How wide is the gap between filled and empty states in PbSe, and why do two methods that use the same fraction of exact exchange disagree about it by half an electronvolt? Exact exchange is the quantum-mechanical attraction that an electron gains from the filled orbitals around it, computed from those orbitals themselves. The answer turns on how far this attraction is allowed to reach in a crystal that screens electric fields strongly.

Band gap of rocksalt PbSe (a = 6.177 Å, cell relaxed with r2SCAN) at several levels of theory, computed with Ansatz 0.2.0 using plane-wave PAW. The k mesh is 8×8×8 for PBE, r2SCAN and PBE+SOC, 6×6×6 for HSE06 and PBE0, and 4×4×4 for G0W0. The G0W0 gap is the PBE gap plus the G0W0 shift, with 175 empty bands and a screening cutoff of 120 eV.

```
level of theory  band gap (eV)  least direct gap (eV)
            PBE          0.375                  0.375
         r2SCAN          0.664                  0.664
          HSE06          0.790                  0.790
        PBE+SOC          0.116                  0.116
           PBE0          1.342                  1.342
 G0W0/PBE 120eV          0.545                    n/a
```

**From PBE to HSE06.** PBE gives a gap of 0.375 eV, the narrowest of the rows without spin-orbit coupling. Like other functionals of its kind, it tends to make gaps too small. Its exchange is a local potential built from the density and its gradient, and every electron feels it, whether its state is filled or empty. It therefore lacks most of the distinction between an electron that is already part of the filled set and one that is added to it. Both edges of the gap lie at the point L on the surface of the Brillouin zone, so the gap is direct.

r2SCAN widens the gap to 0.664 eV without any exact exchange. It also uses the kinetic energy density, and so its potential acts differently on orbitals of different shape. HSE06 goes a different way and replaces a quarter of the semilocal exchange by exact exchange, but only at short range, and reaches 0.790 eV. r2SCAN achieves about 70 % of the opening that HSE06 brings over PBE, so a wider gap is not in itself a mark of exact exchange.

**The step down at PBE+SOC.** This row adds spin-orbit coupling (SOC) to PBE, and it is the only one that falls below PBE. In a heavy atom such as lead, the coupling between an electron's spin and its orbital motion is strong. It mixes the lead p states that largely form the conduction edge and pushes the lowest of them down, while the valence edge, built mainly from selenium p and lead s states, should shift less. The gap shrinks to 0.116 eV.

A gap is printed as a positive distance, so this number does not reveal which edge is on top. If the edges keep their order, the coupling has removed 0.26 eV. If they have passed through each other, it has moved them by 0.49 eV relative to one another. PBE with spin-orbit coupling is known to be capable of such an inversion in lead chalcogenides, so both readings have to be kept.

**The jump at PBE0.** PBE0 uses the same quarter of exact exchange as HSE06, but at all distances. Its gap is 1.342 eV, wider by 0.55 eV, and this difference belongs to the long-range part alone. That part of the interaction is $\operatorname{erf}(\omega r)/r$, where $r$ is the distance between two electrons and $\omega$ sets where short range ends.

A simple argument gives the scale of the jump. Each state gains the long-range attraction as far as it resembles filled states at neighbouring points of the Brillouin zone. A valence state usually resembles them closely and gains most of it, while an empty state gains much less. The long-range interaction is largest at $r=0$, where it equals $2\omega/\sqrt{\pi}$, so with orbitals held fixed the exact exchange can open the gap by at most

$$\Delta_{\max}=a\,\frac{2\omega}{\sqrt{\pi}},$$

where $a$ is the fraction of exact exchange. With $a=0.25$ and the usual HSE06 value $\omega=0.11$ per bohr, this is $0.25\times2\times0.11/1.77=0.031$ hartree, or 0.84 eV.

The computed jump is about 65 % of this cap, which rests only on the settings of the two functionals and on no property of PbSe. Theory offers a reason for the shortfall. In a narrow-gap crystal the two edge states exchange character within a short distance of L, so the conduction state at L partly resembles the filled states close by and shares in the attraction, while the valence state at L resembles them less and loses part of it. Where the edge states keep their character over a wider region, the same argument puts the jump nearer to the cap.

The edges themselves show that this is only half of the process. From HSE06 to PBE0 the valence edge sinks by 0.28 eV and the conduction edge rises by 0.27 eV. Exact exchange can only lower a level, so the rise must have another source. PBE0 also removes a quarter of the long-range semilocal exchange, an attraction felt by filled and empty states alike, and its loss lifts both edges. The valence edge more than regains what it loses, and the conduction edge does not.

The direction of the jump is therefore well understood, but its size is less certain. In reciprocal space the long-range interaction is concentrated near the zone centre, and about two fifths of it falls within a single cell of the k mesh used here. That cell has to be treated by a correction, so the PBE0 gap could move noticeably on a finer mesh.

**The return at G0W0.** In a real crystal the other electrons rearrange and weaken any long-range interaction. PbSe does this very effectively: its electronic dielectric constant is roughly 20, so only about a twentieth of the long-range attraction should survive, where PBE0 keeps a quarter. G0W0 computes this screening for the crystal at hand from its PBE states, and it widens the PBE gap by only 0.17 eV. This agrees with the screening argument, although G0W0 replaces all of the PBE exchange and correlation and so does not isolate the long-range part. The result also depends on its starting point: if the PBE gap is too narrow, the computed screening comes out too strong. With a limited number of empty states and a finite screening cutoff, as here, G0W0 gaps typically fall 6 to 9 % short of the basis limit, which is less than the distance to r2SCAN.

**Reading the ladder as a whole.** Apart from PBE+SOC, every row lacks spin-orbit coupling and can't be set directly against a measured gap, which is roughly 0.15 eV in the cold and 0.3 eV at room temperature. A first estimate carries the shift found with PBE over to the other rows, on the assumption that it is the same for each. PBE0 then comes to 1.08 eV if the PBE edges keep their order and to 0.85 eV if they are inverted. It is far too wide in both cases, as a long-range attraction that is screened too little would make it.

HSE06 lies further from the low-temperature gap than r2SCAN and G0W0 with either shift, but those two can't be ranked in this way. With the smaller shift r2SCAN comes to 0.41 eV and G0W0 to 0.29 eV; with the larger one they come to 0.17 and 0.05 eV. Against the low-temperature gap, G0W0 is the nearer of the two in the first case and r2SCAN in the second. Two further errors blur differences of this size: the relaxed cell is slightly larger than the measured one, which widens a gap in normal order, and the G0W0 shift comes from a coarse k mesh whose convergence was not tested. The output below lists both versions for every row.

Besides the exact size of the PBE0 step, one question of order remains open: which of the two edge states at L lies higher in PBE with spin-orbit coupling? The symmetry of these two states would settle it, and with it which of the two PBE shifts belongs in this first estimate.

Numerical output:

```
Change of the gap against PBE:
             row  gap (eV)  change from PBE (eV)
             PBE     0.375                     0
          r2SCAN     0.664                 0.289
           HSE06      0.79                 0.415
         PBE+SOC     0.116                -0.259
            PBE0     1.342                 0.967
  G0W0/PBE 120eV     0.545                  0.17
Opening from HSE06 to PBE0 (eV): 0.552
Share of the PBE to PBE0 opening that comes after HSE06 (%): 57.08
r2SCAN opening as share of the HSE06 opening, both from PBE (%): 69.64
Valence edge, PBE to HSE06 (eV): -0.2781
Conduction edge, PBE to HSE06 (eV): 0.1373
Valence edge, HSE06 to PBE0 (eV): -0.2794
Conduction edge, HSE06 to PBE0 (eV): 0.2728
First-order cap on the opening by long-range exact exchange (eV): 0.8444
Computed HSE06 to PBE0 opening as share of the cap (%): 65.37
Long-range opening if its share were 1/eps instead of a quarter, rough (eV): 0.096
Share of the long-range kernel inside the mesh cell round the zone centre (%): 42.99
Spin-orbit shift in PBE if the edges keep their order (eV): -0.259
Spin-orbit shift in PBE if the edges are inverted (eV): -0.491
Signed gap with the PBE spin-orbit shift added:
             row  normal order (eV)  inverted order (eV)
             PBE              0.116               -0.116
          r2SCAN              0.405                0.173
           HSE06              0.531                0.299
         PBE+SOC              0.116               -0.116
            PBE0              1.083                0.851
  G0W0/PBE 120eV              0.286                0.054
G0W0 gap if 9 % short of the basis limit (eV): 0.5989
```
